## Question

A chloride ion is moved along a line towards and away from silyl chloride, SiH₃Cl. The table compares CCSD(T), taken as the reference, with four methods, A to D. All five share the structures and the basis set, and one setting separates them. Use the limits of large and small separation to find that setting and to say what each column reveals about it.

Cl⁻ and SiH₃Cl in the gas phase were computed with Ansatz 0.2.0 in the def2-TZVPPD basis set. SiH₃Cl is moved rigidly from a minimum of the pair, the same one for all five methods, along the line between the fragments' mean atom positions (positive = apart). Energies are pair less fragments, all in the pair's basis (counterpoise); negative binds.

```tsv
shift from the minimum (Å)	CCSD(T) (kcal/mol)	method A (kcal/mol)	method B (kcal/mol)	method C (kcal/mol)	method D (kcal/mol)	method B less CCSD(T) (kcal/mol)
-0.233	-42.70	-46.03	-47.41	-37.56	-42.28	-4.70
-0.116	-48.01	-50.91	-52.06	-43.27	-47.55	-4.05
0.000	-49.72	-52.38	-53.29	-45.40	-49.23	-3.57
0.116	-49.24	-51.74	-52.44	-45.35	-48.73	-3.20
0.279	-46.52	-48.87	-49.31	-43.25	-46.01	-2.78
0.582	-39.12	-41.24	-41.32	-37.03	-38.69	-2.20
1.163	-26.15	-27.73	-27.53	-25.83	-25.99	-1.38
2.326	-12.94	-13.46	-13.38	-13.76	-13.05	-0.44
```

A more negative energy means stronger binding. At zero shift both chlorines sit about 2.33 Å from silicon, so the pair is really the five-coordinate ion SiH₃Cl₂⁻. The silyl chloride part keeps its flat, stretched shape from this ion in every row. The energies therefore leave out the cost of reshaping the molecule and shouldn't be read as heats of binding.

## Model answer

**Close together.** Method C binds 4.32 kcal/mol too weakly at zero shift. It lacks an attraction that matters when the electrons of the two partners crowd into the same region. At short range, electron correlation acts as such an attraction: electrons avoid one another from moment to moment, which lowers the energy most where many of them are close. A method that treats each electron in the average field of the others leaves this out.

**Far apart.** If C lacked only an attraction, it would bind too weakly in the last row as well, but there it binds 0.82 kcal/mol too strongly. At this distance much of the pull on the ion is expected to come from the dipole of the Si–Cl bond. An average-field treatment usually makes polar bonds too polar, which would pull the ion too hard.

The size of this effect can be estimated by letting it account for the whole error of C in the last row. Let an excess charge $+q$ sit on silicon and $-q$ on its chlorine, a distance $d$ = 2.33 Å apart, with the ion in line at $r$ = 4.65 Å from silicon. The extra energy is

$$\Delta E=-k\,q\left(\frac{1}{r}-\frac{1}{r+d}\right),$$

where $k$ = 332 kcal Å/mol is the Coulomb energy of two unit charges 1 Å apart. The bracket is 0.072 Å⁻¹, so $q$ = 0.82/(332 × 0.072) ≈ 0.03 elementary charges. Multiplied by $d$, this is an excess dipole of a few tenths of a debye, a believable error for such a method. The estimate shows that the explanation has a sensible size; it doesn't establish the cause. It also fails one row further in, where it predicts still stronger overbinding while C already binds slightly too weakly, probably because the missing short-range attraction outweighs the dipole error there.

**Method D** errs in the same direction as C in every row, including the reversal at the end, but never by more than 0.51 kcal/mol. It looks like a method that includes most of the correlation. Another good correlated method could give a similar column, so the numbers identify the kind of method rather than its name.

**Methods A and B** bind too strongly in every row, and their error grows steadily as the ion approaches. They don't simply lack part of the correlation, since C and D show that this weakens the binding at close range. Their pattern suits a method that favours electrons spread over several atoms, as the negative charge is here over two chlorines.

The setting is therefore the treatment of exchange and correlation between the electrons.

Cl⁻ and SiH₃Cl in the gas phase were computed with Ansatz 0.2.0 at HF, r2SCAN-D4, PBE0-D4, CCSD and CCSD(T)/def2-TZVPPD (frozen cores in coupled cluster). SiH₃Cl is moved rigidly from the PBE0-D4/def2-TZVP minimum along the line between the fragments' mean atom positions (positive = apart). Energies are pair less fragments, all in the pair's basis (counterpoise); negative binds.

Method A is r2SCAN-D4, B is PBE0-D4, C is Hartree–Fock and D is CCSD. Hartree–Fock is the average-field method. CCSD adds the correlated motion of electron pairs and lacks only the triples correction, the "(T)" of the reference. The other two are density functionals, in which an electron partly repels its own charge cloud. Spreading the cloud lowers this false repulsion, so shared charge comes out too stable. This delocalisation error is well established and may contribute to the overbinding at short range. The table doesn't isolate it, however, and the order of A and B suggests that it isn't the whole cause.

## Remarks on the reasoning

A candidate may well swap A and B. PBE0 contains some exact exchange, which removes part of the self-repulsion, so it might be expected to overbind less than r2SCAN. Near the minimum it overbinds more.

The dispersion correction D4 is part of the reason. It is adjusted to each functional, and in the shortest row it strengthens the binding by 1.65 kcal/mol in PBE0 but by only 0.47 in r2SCAN. Without it, both functionals would still overbind by about 3 kcal/mol there. In that row D4 thus accounts for most of the gap between the functionals, but not for most of their overbinding. If delocalisation error alone were at work, PBE0 should overbind less than r2SCAN once D4 is removed, but in that row it still doesn't. Other errors of the functionals probably matter as well.

The reference deserves some caution too. Single-reference methods, CCSD(T) among them, can fail on stretched bonds. Here the chloride leaves with both bonding electrons, so the pair separates into two closed-shell fragments and such a failure is less likely. A basis set of this size misses part of the correlation energy. Near the minimum, where correlation strengthens the binding, CCSD(T) is therefore expected to bind a little too weakly, which makes the functionals look worse than they are. In the last row correlation weakens the binding, so even the sign of the reference's error is uncertain there. The printed output after this text lists the differences from CCSD(T) for every row.

The analysis program printed:

```
Column less CCSD(T), kcal/mol:
     row      A      B      C      D  B less A
  -0.233  -3.33  -4.71   5.14   0.42     -1.38
  -0.116   -2.9  -4.05   4.74   0.46     -1.15
     0.0  -2.66  -3.57   4.32   0.49     -0.91
   0.116   -2.5   -3.2   3.89   0.51      -0.7
   0.279  -2.35  -2.79   3.27   0.51     -0.44
   0.582  -2.12   -2.2   2.09   0.43     -0.08
   1.163  -1.58  -1.38   0.32   0.16       0.2
   2.326  -0.52  -0.44  -0.82  -0.11      0.08
Overbinding in percent of the CCSD(T) interaction (negative = underbinding):
     row      A      B       C        D
  -0.233  7.799  11.03  -12.04  -0.9836
  -0.116   6.04  8.436  -9.873  -0.9581
     0.0   5.35   7.18  -8.689  -0.9855
   0.116  5.077  6.499    -7.9   -1.036
   0.279  5.052  5.997  -7.029   -1.096
   0.582  5.419  5.624  -5.343   -1.099
   1.163  6.042  5.277  -1.224  -0.6119
   2.326  4.019    3.4   6.337   0.8501
Deviation of D as a percentage of that of C, shortest row: 8.171
Deviation of D as a percentage of that of C, row 0.000: 11.34
Largest absolute deviation of D, kcal/mol: 0.51
D4 part of the interaction in A, shortest row, kcal/mol: -0.4726
D4 part of the interaction in B, shortest row, kcal/mol: -1.651
D4 part of B less A, shortest row, kcal/mol: -1.178
D4 share of the gap B less A, shortest row, percent: 85.38
A less CCSD(T) without D4, shortest row, kcal/mol: -2.857
B less CCSD(T) without D4, shortest row, kcal/mol: -3.059
Incoming Si-Cl distance in the last row, angstrom: 4.653
Excess dipole needed for the reversal of C, debye (order of magnitude only): 0.3851
```
